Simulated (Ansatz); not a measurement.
**Phonon-limited resistivity of Ru (computed with Ansatz 0.2.0)**

Space group P6_3/mmc (No. 194), 2 atoms in the cell of the first input below: a = 2.692 Å, b = 2.692 Å, c = 4.244 Å, α = 90.00°, β = 90.00°, γ = 120.00°.

The cell was built from a prototype of a structure type listed for this element, relaxed without spin–orbit coupling to zero pressure (pressure 0.0 GPa with this functional, without spin–orbit coupling). Functional: PBEsol.

Input:

```yaml
crystal:
  lattice:
    - [2.6923573894, 0.0, 0.0]
    - [-1.3461786947, 2.3316498953, 0.0]
    - [0.0, 0.0, 4.2442668347]
  atoms:
    - { symbol: Ru, position: [0.3333333333, 0.6666666667, 0.75] }
    - { symbol: Ru, position: [0.6666666667, 0.3333333333, 0.25] }
basis:
  ecutwfc: 420
  ecutrho_ratio: 4
kpoints:
  mp_grid: { grid: [14, 14, 8] }
hamiltonian:
  xc: pbesol
scf:
  occupations: { method: methfessel_paxton, width: 0.2 }
output: {}
phonons:
  supercell: [2, 2, 2]
  qpath:
    path:
      - [[0.0, 0.0, 0.0], [0.5, 0.0, 0.0], [0.33333333, 0.33333333, 0.0], [0.0, 0.0, 0.0], [0.0, 0.0, 0.5], [0.5, 0.0, 0.5], [0.33333333, 0.33333333, 0.5], [0.0, 0.0, 0.5]]
      - [[0.5, 0.0, 0.5], [0.5, 0.0, 0.0]]
      - [[0.33333333, 0.33333333, 0.5], [0.33333333, 0.33333333, 0.0]]
    npoints: 6
  electrical_resistivity: { mesh: [28, 28, 16], temperatures: [50, 100, 200, 300, 500] }
  superconductivity: { mesh: [28, 28, 16], eliashberg_equations: false }
```

```bash
ansatz run input.yaml --threads 8 --pin off --max-ram 15360MiB --backend cpu --events-out ev --progress --plain --runs-dir out
```

Time: 66 s on 8 threads of AMD EPYC 9R45 96-Core Processor (Zen 5), with other jobs on the host, peak memory 4.1 GiB.

λ_tr,xx from the finest mesh down: 0.561, 0.566, 0.687. The next coarser mesh moves the resistivity at 300 K by 2 % along the axis that moves most.

The run gives λ_tr,xx = 0.561 and a Drude plasma energy ħω_p,xx = 8.49 eV.

Question: Estimate the resistivity along x at 300 K from the high-temperature formula.

Answer: ħ/τ = 2π λ_tr k_B T = 0.0911 eV and ρ = 1/(ε0 ω_p² τ) = 9.40 μΩ cm. The Boltzmann solution gives 8.27 μΩ cm, so the estimate is 14 % high.

```tsv
T (K)	ρ_xx (μΩ cm)	ρ_zz (μΩ cm)	formula, xx	R_H, field along x (10⁻¹¹ m³/C)	R_H, field along z (10⁻¹¹ m³/C)
50	0.15	0.12	1.57	14.1	14.1
100	1.47	1.09	3.13	16.1	17.6
200	5.01	3.62	6.26	16.3	18.2
300	8.27	5.96	9.40	16.3	18.1
500	14.42	10.39	15.66	16.3	17.9
```

R_H depends on the direction of the field. At 300 K the next coarser mesh moves R_H by up to 3 %.

At 50 K the solution is 0.094 times the linear formula, and at 500 K 0.92 times. The formula is meant for temperatures above the phonon energies and for bands that vary little within k_B T.

Caveats: small supercell, couplings not converged in it.

Ruthenium conducts better along the c axis at every temperature listed, as is known for the metal. The anisotropy hardly changes from 200 K upwards, which suggests that it comes mainly from the shape and velocities of the d-derived Fermi surface, although direction-dependent scattering may contribute.

The steep fall in resistivity on cooling reflects the freezing out of phonons: those that remain have small wavevectors and deflect electrons only weakly. The linear formula assumes classical phonon populations, so it fails badly at 50 K and becomes useful only towards the top of the range.

The positive Hall coefficient indicates a predominantly hole-like response. With an even number of electrons per cell, however, ruthenium is a compensated metal, so the coefficient reflects a balance of electron and hole mobilities and gives no carrier density. Its near constancy at high temperature is expected when scattering rates grow in proportion across the Fermi surface and cancel out. In real samples, defect scattering would add a residual resistivity and could alter the low-temperature Hall response.
